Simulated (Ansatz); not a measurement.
# W: energy above lowest point and pressure against volume scale

Free energy against uniform scaling of the volume at fixed shape and fractions; periodic cell, basis, potentials, k mesh and filling as listed. The results are calculated, by Ansatz 0.2.0.

The cell before it is scaled or strained (space group Im-3m, No. 229):
```
CELL_PARAMETERS angstrom
-1.58230 1.58230 1.58230
1.58230 -1.58230 1.58230
1.58230 1.58230 -1.58230
ATOMIC_POSITIONS crystal
W 0.00000 0.00000 0.00000
```

Settings of every row: functional PBE; dispersion none; potentials PAW; wave cutoff 489.8 eV; density cutoff 1959.2 eV; k mesh 13x13x13; k shift 0x0x0; occupations fermi dirac; smearing width 0.15 eV; spin none.

Limits: coarse k mesh, up to 40 meV an atom off; no spin-orbit coupling, which can matter with elements this heavy.

```csv
row,volume scale,V (Å³/atom),energy above lowest point (meV/atom),pressure (GPa)
1,0.92,14.579,166.4,37.84
2,0.9467,15.002,83.1,25.56
3,0.9733,15.423,30.1,14.85
4,1,15.846,3.6,5.51
5,1.0267,16.269,0,-2.63
6,1.0533,16.691,16.5,-9.73
7,1.08,17.114,?,?
```

Question: what energy above lowest point and pressure should row 7 give?

Worked fit of energy above lowest point. Take u = (V_r/V)^(2/3) − 1 with V_r = 15.634 Å³ an atom, which is twice the finite (Eulerian) strain; such expansions in the strain, on which the Birch-Murnaghan equation of state is built, carry the rest volume and the bulk modulus. The shown rows have u = 0.04768, 0.02789, 0.0091, -0.00894, -0.02619, -0.04268. Least squares give energy above lowest point = 13.82 + 1477.1 × u + 36123 × u² meV/atom; a straight line predicts inner rows, each left out in turn, worse (root mean square 28 against 0.16 meV/atom). The rows lie off it by 0.0, 0.0, -0.2, 0.1, 0.1, -0.1. Its lowest point lies at u = -0.0204, or V = 16.13 Å³ an atom, and the curvature there gives the bulk modulus at fixed shape and fractions, B = (4/9)(1 + u)² E″(u)/V = 306 GPa. The withheld row has u = -0.05852, so the fit gives 13.82 + 1477.1 × (-0.05852) + 36123 × (-0.05852)² = 51.1 meV/atom.

The calculation gave 50.5 meV/atom. The fit lies 0.6 meV/atom (1.2 % of the value, 0.36 % of the column's range) above it; its largest miss of a shown row is 0.2 meV/atom. This row lies beyond the range of the fit.

Worked fit of pressure. Take u = (V_r/V)^(2/3) − 1 with V_r = 15.634 Å³ an atom, which is twice the finite (Eulerian) strain; such expansions in the strain, on which the Birch-Murnaghan equation of state is built, carry the rest volume and the bulk modulus. The shown rows have u = 0.04768, 0.02789, 0.0091, -0.00894, -0.02619, -0.04268. Least squares give pressure = 10.037 + 519.53 × u + 1330.4 × u² GPa; a straight line predicts inner rows, each left out in turn, worse (root mean square 1.1 against 0.029 GPa). The rows lie off it by 0.01, 0.00, -0.02, 0.01, 0.03, -0.02. The pressure vanishes at u = -0.0204, or V = 16.12 Å³ an atom, and there the bulk modulus at fixed shape and fractions is B = −V dP/dV = (2/3)(1 + u) dP/du = 304 GPa. The withheld row has u = -0.05852, so the fit gives 10.037 + 519.53 × (-0.05852) + 1330.4 × (-0.05852)² = -15.81 GPa.

The calculation gave -15.91 GPa. The fit lies 0.10 GPa (0.19 % of the column's range) above it; its largest miss of a shown row is 0.03 GPa. This row lies beyond the range of the fit.
